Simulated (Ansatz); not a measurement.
# As: pressure and energy change per atom as volume scale varies

Plane-wave DFT, scalar-relativistic PAW made under PBE with cores redone for the functional, no dispersion; the given relaxed cell is scaled uniformly, energy at zero smearing counts from the unscaled cell, pressure at the given Fermi-Dirac smearing is positive in compression. The results are calculated, by Ansatz 0.2.0.

The cell before it is scaled or strained (space group P6_3/mmc, No. 194):
```
As
1.0
      2.9581     0.0000     0.0000
     -1.4791     2.5618     0.0000
      0.0000     0.0000    10.0679
As
4
Direct
  0.00000 1.00000 0.00000
  0.00000 1.00000 0.50000
  0.33333 0.66667 0.25000
  0.66667 0.33333 0.75000
```

Settings of every row: spin polarised no; functional r2SCAN; wave cutoff 500 eV; smearing width 0.1 eV; k mesh 14x14x4.

Atom starting moment: 0 on all atoms.

Limits: the cell comes from a prototype or a list of computed structures and needn't be the stable phase.

```
row  volume scale  V (Å³/atom)  pressure (GPa)  energy change per atom (meV)
  1          0.88       16.785           13.91                         85.63
  2          0.92       17.548            8.13                         33.89
  3          0.96       18.311            3.49                          7.03
  4          1.04       19.837               ?                             ?
  5          1.08         20.6           -5.61                         30.41
  6          1.12       21.363           -7.56                         62.37
```

Question: what pressure and energy change per atom should row 4 give?

Worked fit of pressure. Take u = (V_r/V)^(2/3) − 1 with V_r = 18.311 Å³ an atom, which is twice the finite (Eulerian) strain; such expansions in the strain, on which the Birch-Murnaghan equation of state is built, carry the rest volume and the bulk modulus. The shown rows have u = 0.05973, 0.02878, 0, -0.07552, -0.09767. Least squares give pressure = 3.5 + 150.73 × u + 388.1 × u² GPa; a straight line predicts inner rows, each left out in turn, worse (root mean square 1 against 0.066 GPa). The rows lie off it by 0.02, -0.03, -0.01, 0.06, -0.04 (root mean square 0.036 GPa). The pressure vanishes at u = -0.0248, or V = 19.01 Å³ an atom, and there the bulk modulus at fixed shape and fractions is B = −V dP/dV = (2/3)(1 + u) dP/du = 85.5 GPa. Letting shape and atoms relax would as a rule lower it, by much in layered, chain or molecular crystals. The withheld row has u = -0.05197, so the fit gives 3.5 + 150.73 × (-0.05197) + 388.1 × (-0.05197)² = -3.29 GPa.

The calculation gave -3.2 GPa. The fit lies 0.09 GPa (2.8 % of the value, 0.42 % of the column's range) below it; its largest miss of a shown row is 0.06 GPa.

Worked fit of energy change per atom. Take u = (V_r/V)^(2/3) − 1 with V_r = 18.311 Å³ an atom, which is twice the finite (Eulerian) strain; such expansions in the strain, on which the Birch-Murnaghan equation of state is built, carry the rest volume and the bulk modulus. The shown rows have u = 0.05973, 0.02878, 0, -0.07552, -0.09767. Least squares give energy change per atom = 7.038 + 598.61 × u + 11957.5 × u² meV; a straight line predicts inner rows, each left out in turn, worse (root mean square 31 against 0.45 meV). The rows lie off it by 0.18, -0.28, -0.01, 0.38, -0.27 (root mean square 0.26 meV). The withheld row has u = -0.05197, so the fit gives 7.038 + 598.61 × (-0.05197) + 11957.5 × (-0.05197)² = 8.22 meV.

The calculation gave 8.81 meV. The fit lies 0.59 meV (6.7 % of the value, 0.75 % of the column's range) below it; its largest miss of a shown row is 0.38 meV.
